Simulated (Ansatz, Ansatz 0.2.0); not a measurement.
# Debye temperature of cubic SrVO₃ from elastic constants: a blind prediction

## What was measured

The quantity to be predicted is the Debye temperature of metallic SrVO₃ as obtained from low-temperature heat capacity. There the phonon part grows as T³, and its coefficient gives a Debye temperature once the electronic contribution has been separated in the fit. The reference is an average over three crystals grown by the laser floating zone method at 2, 4 and 6 mm/hr; they are slightly off-stoichiometric, whereas the calculation treats the ideal compound. Heat capacity does not measure sound speeds directly, but in the low-temperature limit only long-wavelength acoustic phonons contribute to the T³ term, so the elastic constants should lead to the same Debye temperature. The measured value is held back until the prediction has been made, and its source is named with it at the end.

## Approach

The aim is to predict the Debye temperature within 5 %. Since it varies roughly as the square root of the elastic stiffness, this allows an error of about 10 % in an overall stiffness, a reasonable demand on a density functional for a stiff oxide. A closer target would ask more of a static, stoichiometric model than it can support.

The model is the five-atom cubic perovskite cell, relaxed at each level of theory before the elastic constants are determined from finite strains with relaxed ions. The starting structure is a diffraction structure with a = 3.841 Å. Zero-point motion is left out; it should soften the lattice slightly, by an amount expected to be small against the target.

PBEsol is the main level, because it usually gives good equilibrium volumes and stiffnesses for dense oxides. LDA tends to contract the cell and make it too stiff, while PBE tends to err the other way. A coarse k mesh is avoided: the partly filled V t₂g bands make the shear response sensitive to how the Fermi surface is sampled. The PBEsol result is to be followed by a neighbouring functional for scale and by numerical checks on sampling and smearing. Static magnetic order is not imposed, as SrVO₃ is known as a paramagnetic metal; the relaxation starts with a moment on V and is free to lose it.

System: SrVO3 (strontium vanadate), cubic perovskite; Pm-3m (No. 221), 5 atoms in the primitive cell; the database structure is a diffraction structure: a = 3.841 Å; structure from the Crystallography Open Database.

## 1. PBEsol elastic constants on a dense mesh

The calculation begins with PBEsol on a 14×14×14 mesh, with the cell relaxed at the same level. The result is expected to be a stiff, mechanically stable cubic crystal whose Debye temperature can serve as the provisional prediction. The smearing of 0.25 eV is broad for a narrow d band, so its influence will need a separate test.

**Run 1.** Ansatz 0.2.0: PBEsol, ferromagnetic start, cell and atoms relaxed in a first step at this level from the database structure (its input isn't shown), PAW set soft_2, cutoff 420 eV (default), 14x14x14 k mesh, Methfessel-Paxton smearing 0.25 eV; elastic constants by two-point finite strains with relaxed ions, amplitude 0.01; the moments vanished in the relaxation, so this step runs without spin.

Key lines of the input:
```
crystal:
  # lattice and atoms
kpoints:
  mp_grid: { grid: [14, 14, 14] }
hamiltonian:
  xc: pbesol
scf:
  occupations: { method: methfessel_paxton, width: 0.25 }
output:
  forces: true
  stress: true
elastic:
  mode: relaxed_ion
  stencil: two_point
  amplitude: 0.01
```

Command:
```
ansatz run input.yaml --threads 4 --pin off --max-ram 16384MiB --backend cpu --events-out ev --progress --plain --runs-dir out
```

Selected lines of the output:
```
  C = ∂σ_k/∂η_j (tension-positive GPa; Voigt order 11 22 33 23 13 12):
       355.601    122.955    122.955     -0.000     -0.000     -0.000
        -0.000      0.000     -0.000    121.369      0.000     -0.000
  moduli (Voigt/Reuss/Hill, GPa): K = 200.50/200.50/200.50   G = 119.35/119.30/119.33   E = 298.72   ν = 0.252
  mechanically stable: yes (min eigenvalue of sym C = 121.37 GPa)
```

Converged; 53 s on 4 cores of AMD EPYC 7R13 (Zen 3), shared host. Warnings: another step: seeded_moment_not_kept.

| quantity | run 1 |
| --- | --- |
| Debye temperature (K) | 684.8 |
| size of moment on V (μB) | 0.000 |
| net moment per formula unit (μB) | 0.000 |
| conventional cell volume (Å³) | 55.28 |
| pressure (GPa) | −0.00346 |
| B (Reuss) (GPa) | 200.5 |
| G (Hill) (GPa) | 119.3 |

PBEsol gives a mechanically stable crystal with a Debye temperature of 684.8 K. The shear response is nearly isotropic: the Voigt and Reuss shear moduli are 119.35 and 119.30 GPa, so the directional average of the sound speeds adds little uncertainty. The relaxed volume of 55.28 Å³ is roughly 2.5 % below that of the diffraction cell, a noticeable contraction for this functional, and a contracted cell tends to be too stiff.

The relaxation issued the warning seeded_moment_not_kept, and the moment on V is indeed zero. The elastic constants therefore belong to the nonmagnetic metal.

## 2. LDA for scale, with smearing and mesh

LDA serves both as the neighbouring functional and as the level for the numerical tests. One run repeats the PBEsol settings, a second narrows the smearing to 0.1 eV on the same mesh, and a third keeps the broad smearing on a 16×16×16 mesh. LDA is expected to give a smaller cell and a higher Debye temperature. The narrower smearing is the more searching test, because it resolves more of the V d states at the Fermi level. These tests apply strictly to LDA; for PBEsol they indicate how sensitive the same nonmagnetic metal is likely to be.

**Run 2.** Ansatz 0.2.0: LDA, ferromagnetic start, cell and atoms relaxed in a first step at this level from the database structure (its input isn't shown), PAW set soft_2, cutoff 420 eV (default), 14x14x14 k mesh, Methfessel-Paxton smearing 0.25 eV; elastic constants by two-point finite strains with relaxed ions, amplitude 0.01; the moments vanished in the relaxation, so this step runs without spin.

Key lines of the input, as changed from run 1:
```diff
  hamiltonian:
-   xc: pbesol
+   xc: lda
```

Selected lines of the output:
```
  C = ∂σ_k/∂η_j (tension-positive GPa; Voigt order 11 22 33 23 13 12):
       391.075    132.333    132.333     -0.000     -0.000     -0.000
         0.000     -0.000     -0.000    127.475      0.000      0.000
         0.000      0.000     -0.000      0.000    127.475      0.000
        -0.000     -0.000     -0.000      0.000      0.000    127.475
  moduli (Voigt/Reuss/Hill, GPa): K = 218.58/218.58/218.58   G = 128.23/128.23/128.23   E = 321.77   ν = 0.255
```

Converged; 62 s on 4 cores of Intel Xeon Platinum 8375C at 2.90GHz (Ice Lake), shared host. Warnings: another step: seeded_moment_not_kept.

**Run 3.** Ansatz 0.2.0: LDA, ferromagnetic start, cell and atoms relaxed in a first step at this level from the database structure (its input isn't shown), PAW set soft_2, cutoff 420 eV (default), 14x14x14 k mesh, Methfessel-Paxton smearing 0.1 eV; elastic constants by two-point finite strains with relaxed ions, amplitude 0.01; the moments vanished in the relaxation, so this step runs without spin.

Key lines of the input, as changed from run 2:
```diff
  scf:
-   occupations: { method: methfessel_paxton, width: 0.25 }
+   occupations: { method: methfessel_paxton, width: 0.1 }
```

Selected lines of the output:
```
  C = ∂σ_k/∂η_j (tension-positive GPa; Voigt order 11 22 33 23 13 12):
       376.374    139.445    139.445     -0.000     -0.000     -0.000
        -0.000      0.000      0.000    127.187      0.000     -0.000
  moduli (Voigt/Reuss/Hill, GPa): K = 218.42/218.42/218.42   G = 123.70/123.55/123.62   E = 312.01   ν = 0.262
```

Converged; 67 s on 4 cores of AMD EPYC 7R13 (Zen 3), shared host. Warnings: another step: seeded_moment_not_kept.

**Run 4.** Ansatz 0.2.0: LDA, ferromagnetic start, cell and atoms relaxed in a first step at this level from the database structure (its input isn't shown), PAW set soft_2, cutoff 420 eV (default), 16x16x16 k mesh, Methfessel-Paxton smearing 0.25 eV; elastic constants by two-point finite strains with relaxed ions, amplitude 0.01; the moments vanished in the relaxation, so this step runs without spin.

Key lines of the input, as changed from run 2:
```diff
  kpoints:
-   mp_grid: { grid: [14, 14, 14] }
+   mp_grid: { grid: [16, 16, 16] }
```

Selected lines of the output:
```
  C = ∂σ_k/∂η_j (tension-positive GPa; Voigt order 11 22 33 23 13 12):
       394.746    130.401    130.401     -0.000     -0.000     -0.000
         0.000     -0.000     -0.000    127.680     -0.000     -0.000
  moduli (Voigt/Reuss/Hill, GPa): K = 218.52/218.52/218.52   G = 129.48/129.44/129.46   E = 324.33   ν = 0.253
```

Converged; 1.7 min on 4 cores of Arm Neoverse V2, shared host. Warnings: another step: seeded_moment_not_kept.

| quantity | run 2 | run 3 | run 4 |
| --- | --- | --- | --- |
| Debye temperature (K) | 706.7 | 694.4 | 709.9 |
| size of moment on V (μB) | 0.000 | 0.000 | 0.000 |
| net moment per formula unit (μB) | 0.000 | 0.000 | 0.000 |
| conventional cell volume (Å³) | 53.71 | 53.71 | 53.70 |
| pressure (GPa) | −0.01053 | −0.01024 | −0.01075 |
| B (Reuss) (GPa) | 218.6 | 218.4 | 218.5 |
| G (Hill) (GPa) | 128.2 | 123.6 | 129.5 |

LDA gives the smaller cell and the higher Debye temperature, 706.7 K against 684.8 K for PBEsol on the same mesh and smearing.

Narrowing the smearing lowers the LDA value by about 12 K, while the denser mesh at the broad smearing raises it by 3.2 K. Both lie well within the 5 % target, and they act on the same part of the elastic tensor. The bulk modulus and C₄₄ hardly move, whereas C₁₁ − C₁₂, the resistance to tetragonal shear, falls from 258.7 to 236.9 GPa with the narrower smearing and rises to 264.3 GPa with the denser mesh. A tetragonal strain splits the partly filled t₂g bands and lets electrons move between them, a response that broad smearing can blunt. This explanation is argued from theory. Mesh convergence at the narrower smearing is not shown in this report, so 694.4 K is a measure of sensitivity and not an established LDA limit.

## 3. PBE and a higher plane-wave cutoff

The PBEsol cell is smaller than the diffraction cell, so PBE is added to show how far the Debye temperature falls when the lattice is allowed to expand. A value below that of PBEsol is expected.

The plane-wave cutoff is the other setting to examine. An LDA run at 550 eV does this on a 12×12×12 mesh, with the broad smearing. Because the mesh is coarser than in the earlier LDA runs, a shift in C₁₁ − C₁₂ could come from either change; the bulk modulus and C₄₄, which barely responded to the mesh, are the clearer indicators of a cutoff error.

**Run 5.** Ansatz 0.2.0: PBE, ferromagnetic start, cell and atoms relaxed in a first step at this level from the database structure (its input isn't shown), PAW set soft_2, cutoff 420 eV (default), 14x14x14 k mesh, Methfessel-Paxton smearing 0.25 eV; elastic constants by two-point finite strains with relaxed ions, amplitude 0.01; the moments vanished in the relaxation, so this step runs without spin.

Key lines of the input, as changed from run 1:
```diff
  hamiltonian:
-   xc: pbesol
+   xc: pbe
```

Selected lines of the output:
```
  C = ∂σ_k/∂η_j (tension-positive GPa; Voigt order 11 22 33 23 13 12):
       314.384    115.317    115.317     -0.000     -0.000     -0.000
         0.000     -0.000     -0.000    115.325      0.000      0.000
  moduli (Voigt/Reuss/Hill, GPa): K = 181.67/181.67/181.67   G = 109.01/108.44/108.73   E = 271.93   ν = 0.251
```

Converged; wall time 78 s. Warnings: another step: seeded_moment_not_kept.

**Run 6.** Ansatz 0.2.0: LDA, ferromagnetic start, cell and atoms relaxed in a first step at this level from the database structure (its input isn't shown), PAW set soft_2, cutoff 550 eV, 12x12x12 k mesh, Methfessel-Paxton smearing 0.25 eV; elastic constants by two-point finite strains with relaxed ions, amplitude 0.01; the moments vanished in the relaxation, so this step runs without spin.

Key lines of the input, as changed from run 2:
```diff
  kpoints:
-   mp_grid: { grid: [14, 14, 14] }
+   mp_grid: { grid: [12, 12, 12] }
+ basis:
+   ecutwfc: 550.0
```

Selected lines of the output:
```
  C = ∂σ_k/∂η_j (tension-positive GPa; Voigt order 11 22 33 23 13 12):
         0.000     -0.000     -0.000    127.780      0.000      0.000
         0.000     -0.000     -0.000      0.000    127.780      0.000
         0.000     -0.000     -0.000      0.000      0.000    127.780
  moduli (Voigt/Reuss/Hill, GPa): K = 218.65/218.65/218.65   G = 129.46/129.43/129.44   E = 324.33   ν = 0.253
```

Converged; 45 s on 4 cores of AMD EPYC 7R13 (Zen 3), shared host. Warnings: another step: seeded_moment_not_kept.

| quantity | run 5 | run 6 |
| --- | --- | --- |
| Debye temperature (K) | 657.4 | 709.8 |
| size of moment on V (μB) | 0.000 | 0.000 |
| net moment per formula unit (μB) | 0.000 | 0.000 |
| conventional cell volume (Å³) | 57.41 | 53.68 |
| pressure (GPa) | 0.00445 | 0.00356 |
| B (Reuss) (GPa) | 181.7 | 218.6 |
| G (Hill) (GPa) | 108.7 | 129.4 |

PBE lowers the Debye temperature to 657.4 K, which is 27.4 K below PBEsol on the same mesh and smearing. Its cell of 57.41 Å³ is about 1.3 % larger than the diffraction cell, while the PBEsol cell is about 2.5 % smaller. The measured volume thus lies between the two, somewhat nearer to PBE, and gives no support for preferring the stiffer PBEsol lattice. The softening from PBEsol to PBE is strongest in the tetragonal shear resistance but clearly reaches the bulk modulus and C₄₄ too, unlike the smearing effect, which left those two almost unchanged.

The LDA run at 550 eV gives a bulk modulus of 218.65 GPa and C₄₄ of 127.78 GPa, against 218.58 and 127.475 GPa at the default cutoff on the 14×14×14 mesh. These small shifts show no sign of a cutoff error that matters for the target. The Debye temperature of 709.8 K also stays close to the earlier broad-smearing values, although the simultaneous change of mesh prevents a separate cutoff effect from being assigned to it. For LDA the smearing width remains the most influential of the numerical settings examined, and its effect is smaller than the step from PBEsol to PBE.

## Prediction

The committed estimate of the Debye temperature is 675 ± 35 K. It rests on the PBEsol value of 684.8 K, lowered by about 10 K. This correction is a guess: narrower smearing softened the tetragonal shear in LDA, and PBEsol, with its cell smaller than the diffraction cell, is more likely too stiff than too soft. Zero-point motion should act in the same direction, but gets no separate correction.

The error bar follows from the spread between PBE and LDA, 657.4 to 706.7 K on the same mesh and smearing, widened a little for the usual error of semilocal functionals in a correlated metal and for the smearing, which was tested only in LDA. At about 5 % it is marginally wider than the target, so the prediction cannot guarantee that the target is met. The off-stoichiometry of the crystals is not included.

## Measured values

Source: "Laser floating zone growth of SrVO$_3$ single crystals" (2021, arXiv:2108.07093).

| compared with | measured | source's wording or label | method |
| --- | --- | --- | --- |
| Debye temperature (K) | 590 | average Debye temperature from the T^3 phonon term of low-temperature specific heat, over three crystals | heat capacity, low-temperature fit |

Conditions are those given with the value in the passage it was taken from; "not stated" means there, and the paper may say more elsewhere. The values are a selection: others may have been left out beforehand as unlike or outlying.

## All runs against the measurement

| run | settings | Debye temperature (K) | deviation | cost |
| --- | --- | --- | --- | --- |
| 1 | PBEsol, cutoff 420 eV (default), 14x14x14 k mesh, Methfessel-Paxton smearing 0.25 eV | 684.8 | +94.8 (+16.1 %) | 3.5 core-min |
| 2 | LDA, cutoff 420 eV (default), 14x14x14 k mesh, Methfessel-Paxton smearing 0.25 eV | 706.7 | +116.7 (+19.8 %) | 4.1 core-min |
| 3 | LDA, cutoff 420 eV (default), 14x14x14 k mesh, Methfessel-Paxton smearing 0.1 eV | 694.4 | +104.4 (+17.7 %) | 4.4 core-min |
| 4 | LDA, cutoff 420 eV (default), 16x16x16 k mesh, Methfessel-Paxton smearing 0.25 eV | 709.9 | +119.9 (+20.3 %) | 6.9 core-min |
| 5 | PBE, cutoff 420 eV (default), 14x14x14 k mesh, Methfessel-Paxton smearing 0.25 eV | 657.4 | +67.4 (+11.4 %) | 5.2 core-min |
| 6 | LDA, cutoff 550 eV, 12x12x12 k mesh, Methfessel-Paxton smearing 0.25 eV | 709.8 | +119.8 (+20.3 %) | 3 core-min |
|  | measured | 590 |  |  |

Further runs on the same system, made beside this series (convergence steps with loose settings among them):

| further | settings | Debye temperature (K) | deviation | cost | status |
| --- | --- | --- | --- | --- | --- |
| F1 | r2SCAN, ferromagnetic start, cutoff 500 eV (default), 12x12x12 k mesh, Methfessel-Paxton smearing 0.25 eV, amplitude 0.01 | 672.4 | +82.4 (+14.0 %) | 6.1 core-min | warnings: magnetic_order_settling_ended |
| F2 | BLYP, ferromagnetic start, cutoff 420 eV (default), 12x12x12 k mesh, Methfessel-Paxton smearing 0.25 eV, amplitude 0.01, the moments vanished in the relaxation, so this step runs without spin | 636.6 | +46.6 (+7.9 %) | 2.9 core-min | warnings: another step: seeded_moment_not_kept |
| F3 | LDA, ferromagnetic start, cutoff 420 eV (default), 10x10x10 k mesh, Methfessel-Paxton smearing 0.25 eV, amplitude 0.01, the moments vanished in the relaxation, so this step runs without spin | 705.1 | +115.1 (+19.5 %) | 2 core-min | warnings: another step: seeded_moment_not_kept |
| F4 | LDA, no spin polarisation, cutoff 420 eV (default), 12x12x12 k mesh, Methfessel-Paxton smearing 0.25 eV, amplitude 0.01 | 709.8 | +119.8 (+20.3 %) | 1.8 core-min |  |
| F5 | LDA, ferromagnetic start, cutoff 420 eV (default), 14x14x14 k mesh, Methfessel-Paxton smearing 0.25 eV, strain amplitude 0.005, the moments vanished in the relaxation, so this step runs without spin | 706.4 | +116.4 (+19.7 %) | 3.5 core-min | warnings: another step: seeded_moment_not_kept |
| F6 | LDA, ferromagnetic start, atoms relaxed in the database cell, cutoff 420 eV (default), 14x14x14 k mesh, Methfessel-Paxton smearing 0.25 eV, amplitude 0.01 | 656.1 | +66.1 (+11.2 %) | 2.2 core-min | warnings: magnetic_order_settling_ended; stability_check_not_made |
| F7 | LDA, ferromagnetic start, cutoff 420 eV (default), 6x6x6 k mesh, Methfessel-Paxton smearing 0.25 eV, amplitude 0.01, the moments vanished in the relaxation, so this step runs without spin | 711.3 | +121.3 (+20.6 %) | under 1 core-min | warnings: another step: seeded_moment_not_kept |
|  | measured | 590 |  |  |  |

## Conclusion

The prediction misses its 5 % target. The committed estimate of 675 ± 35 K lies about 14 % above the measured 590 K, which also falls outside its error bar. The underlying PBEsol run, at 3.5 core-minutes, is 16.1 % too high.

Every functional shown errs in the same direction. BLYP comes closest, at +7.9 %, but it tends to make solids too soft, so this is no evidence of better physics. The numerical settings tested do not explain the miss. In LDA, narrower smearing lowers the result by about 12 K, and halving the strain amplitude changes it by only 0.3 K. The further LDA run at the default cutoff gives the same 709.8 K as the 550 eV run on an equal mesh, so the higher cutoff brought no gain. The smearing test and the PBE comparison were the most informative steps; narrower smearing in PBEsol is not shown in this report.

Too small a cell is not the whole cause either: LDA in the diffraction cell still gives 656.1 K (a run with warnings, so only a rough guide), and PBE, with a cell larger than the measured one, 657.4 K. Zero-point motion should lower the values slightly. Matching 590 K would need a PBEsol lattice softer by roughly a quarter. Vacancies in the real crystals may soften them, and electronic correlation beyond these functionals may alter the stiffness; both are conjectures, the second without a sure sign.

The reference itself remains open to doubt. Its T³ phonon term had to be separated from a spin-fluctuation term, and the value is a model-dependent average over off-stoichiometric crystals. How much of the gap belongs to the simulation and how much to that analysis could not be settled. Dynamical mean-field theory would be the natural next step for the electronic part.

[Logs are printed without paths, hosts, clocks, repeated set-up lines and the standing remarks that a program may print on its own settings, such as how far it seeks lower states.]

[The runs shown are a pick from a larger set of finished runs; failed, doubtful and other runs were left out of it ahead of writing. So were measured values far from every level or from commonly accepted values, and agreement can look better than it is. Lines of input and output are excerpts and may be shortened.]
